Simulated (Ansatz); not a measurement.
**Ir (Fm-3m), a vibration from a frozen displacement**

Method: DFT PBEsol, scalar-relativistic, plane waves, PAW in Ansatz. Settings: plane waves to 420 eV, k-mesh 12×12×12 (Γ-centred), Gaussian smearing 0.15 eV. Spin–orbit coupling is left out, which matters for the heavy elements here. No spin polarisation. Energies are free energies at this smearing, counted from the undisturbed cell; pressure is positive in compression.

Reference structure (as given, not relaxed at this level; it stands at -2.6 GPa):

```yaml
crystal:
  lattice:
    - [-3.83940, 3.83940, 0.00000]
    - [-3.83940, 0.00000, 3.83940]
    - [0.00000, 3.83940, 3.83940]
  atoms:
    - { symbol: Ir, position: [0.00000, 0.00000, 0.00000] }
    - { symbol: Ir, position: [0.50000, 0.00000, 0.00000] }
    - { symbol: Ir, position: [0.00000, 0.50000, 0.00000] }
    - { symbol: Ir, position: [0.00000, 0.00000, 0.50000] }
    - { symbol: Ir, position: [0.50000, 0.50000, 0.00000] }
    - { symbol: Ir, position: [0.50000, 0.00000, 0.50000] }
    - { symbol: Ir, position: [0.00000, 0.50000, 0.50000] }
    - { symbol: Ir, position: [0.50000, 0.50000, 0.50000] }
```

Atom 1 (Ir) is moved by x along the Cartesian unit vector (0.707, -0.707, 0.000); the cell and all other atoms stay fixed. The cell's volume is 113.19 Å³; the moved atoms weigh 192.217 u together and the others 1345.519 u. Some rows repeat others by symmetry and weren't run.

```
  x (Å)  ΔE (meV/cell) total force on the moved atoms along the move (eV/Å) pressure (GPa)
-0.4500        1853.87                                                9.9309          8.0193
-0.3938        1351.45                                                7.9955          5.3613
-0.3375         949.33                                                6.3344          3.1357
-0.2813         634.13                                                4.9192          1.3156
-0.2250         392.38                                                3.6985         -0.1362
-0.1688         215.00                                                2.6371         -1.2395
-0.1125          93.62                                                1.6913         -2.0165
-0.0563          23.16                                                0.8262         -2.4769
 0.0000           0.00                                                0.0000         -2.6299
 0.0563          23.16                                               -0.8262         -2.4769
 0.1125          93.62                                               -1.6913         -2.0165
 0.1688         215.00                                               -2.6371         -1.2395
 0.2250         392.38                                               -3.6985         -0.1362
 0.2813         634.13                                               -4.9192          1.3156
 0.3375         949.33                                               -6.3344          3.1357
 0.3938        1351.45                                               -7.9955          5.3613
 0.4500        1853.87                                               -9.9309          8.0193
```

What frequency belongs to this motion?

The force constant is k = −dF/dx = 14.675 eV/Å², from the parabola through x = -0.0563, 0 and 0.0563. In every cell the moved atoms swing against the rest, so the mass is μ = m₁m₂/(m₁ + m₂) = 168.190 u, and ν̃ = 521.5 cm⁻¹ × √(|k|/μ) = 154 cm⁻¹, at this cell's pressure of -2.6 GPa. The pattern needn't be a normal mode: ν̃² is then a weighted mean of the squared nonzero frequencies at the zone centre of this cell, so it lies between the lowest and the highest of them.

How far does the harmonic law reach?

At x = -0.450 Å, kx²/2 = 1485.81 meV against the computed 1853.87 meV (+24.8 %): the well stiffens in this direction at large amplitude.

The pressure changes with x². What does that say about the frequency under compression?

With E = k(V)x²/2, k ∝ V^(−2γ) and x scaling with the cell as V^(1/3), P − P0 = −∂E/∂V = (2γ − 2/3) ΔE/V. At x = 0.1125 Å, V(P − P0) = 113.19 × 0.61341 / 160.2 eV = 433.37 meV and ΔE = 93.62 meV, so γ = 1/3 + V(P − P0)/(2ΔE) = 2.65. This is the Grüneisen parameter of the motion under uniform scaling of the cell: shrinking the cell evenly by 1 % in volume raises the frequency by about 2.65 %.

In a metal these slopes depend on the k mesh and the smearing.

The iridium atom sits in a stiff, single-minimum well, and its modest frequency of 154 cm⁻¹ reflects the large mass rather than weak bonding. The restoring force is that of a close-packed metal whose partly filled 5d band, with mainly its bonding states occupied, holds the atoms tightly together. The move points straight at a nearest neighbour, with another directly behind, so the stiffening at large amplitude probably comes from the steep overlap repulsion on the shortened side, which outweighs the softening of the stretched contact.

Inversion symmetry at the site makes the well even, so the cubic terms of the individual bonds cancel in the energy curve. They reappear in the volume dependence: uniform compression shortens all contacts together and raises their curvature, which explains why the pressure rises with displacement and the Grüneisen parameter is clearly positive. That value describes one displacement pattern, so it doesn't by itself fix the thermal expansion, which depends on a heat-capacity-weighted average over all phonons.
